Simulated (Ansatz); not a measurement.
A series in volume scale on Ca

Results calculated with Ansatz 0.2.0, not measured. Periodic Kohn-Sham DFT of a crystal at fixed atoms, scaled to volume_scale times the given cell; pressure positive in compression, energy less spherical unpolarised free atoms, largest_vzz the field gradient of largest size among the nuclei.

The cell before it is scaled or strained (space group Fm-3m, No. 225):
```
CELL_PARAMETERS angstrom
0.00000 2.76210 2.76210
2.76210 0.00000 2.76210
2.76210 2.76210 0.00000
ATOMIC_POSITIONS crystal
Ca 0.00000 0.00000 0.00000
```

Settings of every row: method all-electron LAPW; functional PBE; relativity scalar; k mesh 11x11x11; filling fermi-dirac; smearing width 0.03 eV; basis error target 1 meV/atom; nucleus gaussian.

Atom start moment: 0 on all atoms.

| row | volume scale | V (Å³/atom) | pressure (GPa) | energy less free atoms (eV/atom) |
| --- | --- | --- | --- | --- |
| 1 | 0.9405 | 39.638 | 1.192 | -1.9021 |
| 2 | 0.97 | 40.881 | 0.565 | -1.9089 |
| 3 | 1 | 42.147 | 0.004 | -1.9111 |
| 4 | 1.03 | 43.41 | -0.487 | -1.9091 |
| 5 | 1.06 | 44.674 | ? | ? |

Question: what pressure and energy less free atoms should row 5 give?

Worked fit of pressure. Take u = (V_r/V)^(2/3) − 1 with V_r = 41.514 Å³ an atom, which is twice the finite (Eulerian) strain; such expansions in the strain, on which the Birch-Murnaghan equation of state is built, carry the rest volume and the bulk modulus. The shown rows have u = 0.03131, 0.0103, -0.01004, -0.02933. Least squares give pressure = 0.2753 + 27.579 × u + 54.22 × u² GPa; a straight line predicts inner rows, each left out in turn, worse (root mean square 0.032 against 0.00028 GPa). All shown rows lie on it to the printed digit. The pressure vanishes at u = -0.0102, or V = 42.16 Å³ an atom, and there the bulk modulus at fixed shape and fractions is B = −V dP/dV = (2/3)(1 + u) dP/du = 17.5 GPa. The withheld row has u = -0.04773, so the fit gives 0.2753 + 27.579 × (-0.04773) + 54.22 × (-0.04773)² = -0.918 GPa.

The calculation gave -0.917 GPa. The fit lies 0.001 GPa (0.047 % of the column's range) below it, one unit of the last digit. This row lies beyond the range of the fit.

Worked fit of energy less free atoms. Take u = (V_r/V)^(2/3) − 1 with V_r = 41.514 Å³ an atom, which is twice the finite (Eulerian) strain; such expansions in the strain, on which the Birch-Murnaghan equation of state is built, carry the rest volume and the bulk modulus. The shown rows have u = 0.03131, 0.0103, -0.01004, -0.02933. Least squares give energy less free atoms = −1.91056 + 0.1052 × u + 5.275 × u² eV/atom; a straight line predicts inner rows, each left out in turn, worse (root mean square 0.0031 against 3.7e-05 eV/atom). All shown rows lie on it to the printed digit. Its lowest point lies at u = -0.0100, or V = 42.14 Å³ an atom, and the curvature there gives the bulk modulus at fixed shape and fractions, B = (4/9)(1 + u)² E″(u)/V = 17.5 GPa. The withheld row has u = -0.04773, so the fit gives −1.91056 + 0.1052 × (-0.04773) + 5.275 × (-0.04773)² = -1.9036 eV/atom.

The calculation gave -1.9035 eV/atom. The fit lies 0.0001 eV/atom (1.1 % of the column's range) below it, one unit of the last digit. This row lies beyond the range of the fit.
